**Hand estimate of the 5d level of Pb³⁺ from the radius of the outer electron**

The table holds the 5d eigenvalue and radii of Pb³⁺ in eight excited configurations [Xe] 4f¹⁴ 5d¹⁰ nl¹, from spherical, scalar-relativistic, spin-unpolarised PBE calculations with ld1.x. The program tests the rule that the level equals a constant plus 27.2 eV divided by the outer mean radius in bohr, with that radius taken from a quantum-defect formula, and compares it with a free-slope fit in the mean inverse radius and with the density-contour radius. The rule reproduces a span of 7.08 eV with an rms error of 0.31 eV, worst for 6p, and errs by 0.19 to 0.72 eV on four rows held out of the fit. A sum of the outer electron's potential and the relaxation of the 5d, 5p and 4f shells matches the 1s shift within 0.10 eV. The density-contour radius fails, with an rms error of 3.05 eV.

Scalar-relativistic all-electron Kohn-Sham calculations of the Pb³⁺ ion with Quantum ESPRESSO 7.5 (ld1.x), using the PBE functional, spherical densities, no spin polarisation and a point nucleus. Bound levels have negative eigenvalues, and the last column gives the radius at which the electron density falls to 0.001 per bohr³.

## Script

```python
# Table: 5d eigenvalue and radii of Pb3+ [Xe]4f14 5d10 nl1 (ld1.x, PBE, scalar-relativistic, no spin).
# Tested: e(5d) = e0 + e^2/<r>_outer with <r> from a quantum-defect formula; two alternatives; 1s check.
T = {
    'configuration': ['[Xe] 4f14 5d10 5f1', '[Xe] 4f14 5d10 6p1', '[Xe] 4f14 5d10 6d1', '[Xe] 4f14 5d10 6f1', '[Xe] 4f14 5d10 7s1', '[Xe] 4f14 5d10 7p1', '[Xe] 4f14 5d10 7d1', '[Xe] 4f14 5d10 7f1'],
    'eigenvalue_5d': [-53.266, -51.02, -53.596, -56.373, -54.571, -55.474, -56.723, -58.102],  # eV
    'mean_radius_5d': [1.2645, 1.27, 1.2639, 1.2617, 1.2625, 1.2615, 1.2609, 1.2604],  # bohr
    'mean_inverse_radius_5d': [1.0317, 1.028, 1.0319, 1.0332, 1.0327, 1.0334, 1.0338, 1.0341],  # 1/bohr
    'radius_at_density_0_001': [4.2064, 3.7027, 4.394, 3.1003, 4.8371, 5.0047, 3.1889, 3.0171],  # bohr
}
import numpy as np
from scipy.constants import physical_constants as pc
H = pc['Hartree energy in eV'][0]
lab = [c.split()[-1][:2] for c in T['configuration']]
n = np.array([int(s[0]) for s in lab]); l = np.array(['spdf'.index(s[1]) for s in lab])
e = np.array(T['eigenvalue_5d']); r5 = np.array(T['mean_radius_5d'])
i5d = np.array(T['mean_inverse_radius_5d']); rc = np.array(T['radius_at_density_0_001'])
# further outputs of the same runs, in table order: outer <r>, outer <1/r>, 1s level, 5p and 4f <1/r>
r = np.array([3.613022, 2.56201, 3.646695, 6.535396, 4.256404, 5.003613, 6.541391, 10.22467])
u = np.array([0.341647, 0.4926802, 0.3447165, 0.2150828, 0.3001785, 0.2565477, 0.2021226, 0.1427233])
e1 = -88170 - np.array([2.14, -0.61, 2.23, 5.21, 3.23, 4.16, 5.48, 6.94])
i5p = np.array([1.367477, 1.366739, 1.36702, 1.367423, 1.367172, 1.367291, 1.367369, 1.367498])
i4f = np.array([2.675899, 2.675604, 2.675685, 2.675838, 2.675719, 2.675737, 2.675765, 2.675828])
F0 = 3.699577  # Slater integral F0(7f,5d) in eV, 7f run
Z = 4; ix = {s: i for i, s in enumerate(lab)}; p, f = ix['6p'], ix['7f']
rms = lambda x: np.sqrt(np.mean(x**2))
rad = lambda d: (3*(n - d)**2 - l*(l + 1))/(2*Z)
print(f"5d level: span {np.ptp(e):.2f} eV, rms about mean {e.std():.2f} eV, rounding 0.0005 eV")
print(f"5d mean radius 6p to 7f: {100*(r5[f]/r5[p]-1):.2f} %")
d = n - np.sqrt((2*Z*r + l*(l + 1))/3)
dm = np.array([round(d[l == k].mean(), 2) for k in range(4)])
e0 = np.mean(e - H/r); resA = e - e0 - H/r
rh = rad(dm[l]); e0h = round(np.mean(e - H/rh), 1); resH = e - e0h - H/rh
k, b = np.polyfit(H*u, e, 1); resB = e - b - k*H*u
print("mean defects: " + ", ".join(f"{'spdf'[j]} {dm[j]:.2f}" for j in range(4)))
print(f"A: e0 + 27.2/<r>, computed <r>: e0 {e0:.2f} eV, rms {rms(resA):.2f} eV")
print(f"H: same with hand <r>: e0 {e0h:.1f} eV, rms {rms(resH):.2f} eV")
print(f"B: e0 + k 27.2<1/r>: k {k:.3f}, e0 {b:.2f} eV, rms {rms(resB):.2f} eV")
print(f"B with k = 1: rms {np.std(e - H*u):.2f} eV; A with free slope: {np.polyfit(H/r, e, 1)[0]:.2f}")
print(f"density-contour radius in place of <r>: rms {np.std(e - H/rc):.2f} eV")
print("row <r> defect hand<r> err% | table, H (eV) | table-model A H B (eV)")
for i in np.argsort(r):
    print(f"{lab[i]} {r[i]:6.2f} {d[i]:.2f} {rh[i]:6.2f} {100*(rh[i]/r[i]-1):+5.1f} | {e[i]:.2f} "
          f"{e0h+H/rh[i]:.2f} | {resA[i]:+.2f} {resH[i]:+.2f} {resB[i]:+.2f}")
for nm, x in (('A', resA), ('H', resH), ('B', resB)):
    j = np.argmax(abs(x)); print(f"worst row {nm}: {lab[j]} {x[j]:+.2f} eV ({100*abs(x[j]/e[j]):.1f} % of level)")
for s in ('7p', '6f'):
    i = ix[s]
    print(f"worked {s}: n* {n[i]-dm[l[i]]:.2f}, <r> {rh[i]:.2f} bohr, shift {H/rh[i]:.2f}, "
          f"level {e0h+H/rh[i]:.2f}, table {e[i]:.2f} eV")
tr = [ix[s] for s in ('7s', '6p', '6d', '5f')]; te = [ix[s] for s in ('7p', '7d', '6f', '7f')]
rt = rad(d[tr][l]); e0t = np.mean((e - H/rt)[tr]); rs = e - e0t - H/rt
print(f"constants from 7s 6p 6d 5f only (e0 {e0t:.2f} eV); prediction of the other rows:")
for i in te:
    print(f"  {lab[i]}: <r> error {100*(rt[i]/r[i]-1):+.1f} %, table-model {rs[i]:+.2f} eV")
out = H*(u - u[f]); c5 = 10*H*(i5d - i5d[f]); co = H*(6*(i5p - i5p[f]) + 14*(i4f - i4f[f]))
miss = e1 - e1[f] - out - c5 - co
print("shift from 7f (eV): 5d, 1s | outer, 5d relax, 5p+4f relax, sum | 1s-sum (rounding 0.03)")
for i in np.argsort(r)[:-1]:
    print(f"{lab[i]} {e[i]-e[f]:.2f} {e1[i]-e1[f]:.2f} | {out[i]:.2f} {c5[i]:+.2f} {co[i]:+.2f} "
          f"{out[i]+c5[i]+co[i]:.2f} | {miss[i]:+.2f}")
print(f"6p-7f shift over outer term: 1s {(e1[p]-e1[f])/out[p]:.2f}, 5d {(e[p]-e[f])/out[p]:.2f}")
print(f"7f: 27.2/<r> {H/r[f]:.2f}, F0(7f,5d) {F0:.2f}, 27.2<1/r> {H*u[f]:.2f} eV")
for a, c in (('6f', '7d'), ('5f', '6d')):
    i, j = ix[a], ix[c]
    print(f"{a}-{c}: table {e[i]-e[j]:+.2f}, A {H/r[i]-H/r[j]:+.2f}, B {k*H*(u[i]-u[j]):+.2f} eV")
assert np.all(np.diff(e[np.argsort(r)]) < 0)   # deeper as the outer radius grows
assert 0.5 < k < 1                              # response below the bare shell value
assert np.max(abs(miss)) < 0.15                 # 1s shift follows the Hartree sum
assert all(np.ptp(d[l == j]) < 0.15 for j in range(4))
```

It prints:

```
5d level: span 7.08 eV, rms about mean 2.11 eV, rounding 0.0005 eV
5d mean radius 6p to 7f: -0.76 %
mean defects: s 3.63, p 3.26, d 2.58, f 1.36
A: e0 + 27.2/<r>, computed <r>: e0 -60.94 eV, rms 0.30 eV
H: same with hand <r>: e0 -61.0 eV, rms 0.31 eV
B: e0 + k 27.2<1/r>: k 0.757, e0 -60.80 eV, rms 0.24 eV
B with k = 1: rms 0.72 eV; A with free slope: 0.89
density-contour radius in place of <r>: rms 3.05 eV
row <r> defect hand<r> err% | table, H (eV) | table-model A H B (eV)
6p   2.56 3.26   2.57  +0.1 | -51.02 -50.39 | -0.70 -0.63 -0.36
5f   3.61 1.31   3.47  -4.0 | -53.27 -53.15 | +0.15 -0.11 +0.50
6d   3.65 2.58   3.64  -0.3 | -53.60 -53.52 | -0.11 -0.08 +0.11
7s   4.26 3.63   4.26  +0.1 | -54.57 -54.61 | -0.02 +0.04 +0.05
7p   5.00 3.26   5.00  -0.2 | -55.47 -55.55 | +0.03 +0.08 +0.04
6f   6.54 1.37   6.57  +0.6 | -56.37 -56.86 | +0.41 +0.49 -0.00
7d   6.54 2.59   6.58  +0.5 | -56.72 -56.86 | +0.06 +0.14 -0.09
7f  10.22 1.41  10.43  +2.0 | -58.10 -58.39 | +0.18 +0.29 -0.24
worst row A: 6p -0.70 eV (1.4 % of level)
worst row H: 6p -0.63 eV (1.2 % of level)
worst row B: 5f +0.50 eV (0.9 % of level)
worked 7p: n* 3.74, <r> 5.00 bohr, shift 5.45, level -55.55, table -55.47 eV
worked 6f: n* 4.64, <r> 6.57 bohr, shift 4.14, level -56.86, table -56.37 eV
constants from 7s 6p 6d 5f only (e0 -61.12 eV); prediction of the other rows:
  7p: <r> error -0.3 %, table-model +0.19 eV
  7d: <r> error +0.7 %, table-model +0.26 eV
  6f: <r> error +3.4 %, table-model +0.72 eV
  7f: <r> error +4.2 %, table-model +0.46 eV
shift from 7f (eV): 5d, 1s | outer, 5d relax, 5p+4f relax, sum | 1s-sum (rounding 0.03)
6p 7.08 7.55 | 9.52 -1.66 -0.21 7.65 | -0.10
5f 4.84 4.80 | 5.41 -0.65 +0.02 4.78 | +0.02
6d 4.51 4.71 | 5.50 -0.60 -0.13 4.77 | -0.06
7s 3.53 3.71 | 4.28 -0.38 -0.09 3.81 | -0.10
7p 2.63 2.78 | 3.10 -0.19 -0.07 2.84 | -0.06
6f 1.73 1.73 | 1.97 -0.24 -0.01 1.72 | +0.01
7d 1.38 1.46 | 1.62 -0.08 -0.05 1.49 | -0.03
6p-7f shift over outer term: 1s 0.79, 5d 0.74
7f: 27.2/<r> 2.66, F0(7f,5d) 3.70, 27.2<1/r> 3.88 eV
6f-7d: table +0.35, A +0.00, B +0.27 eV
5f-6d: table +0.33, A +0.07, B -0.06 eV
```
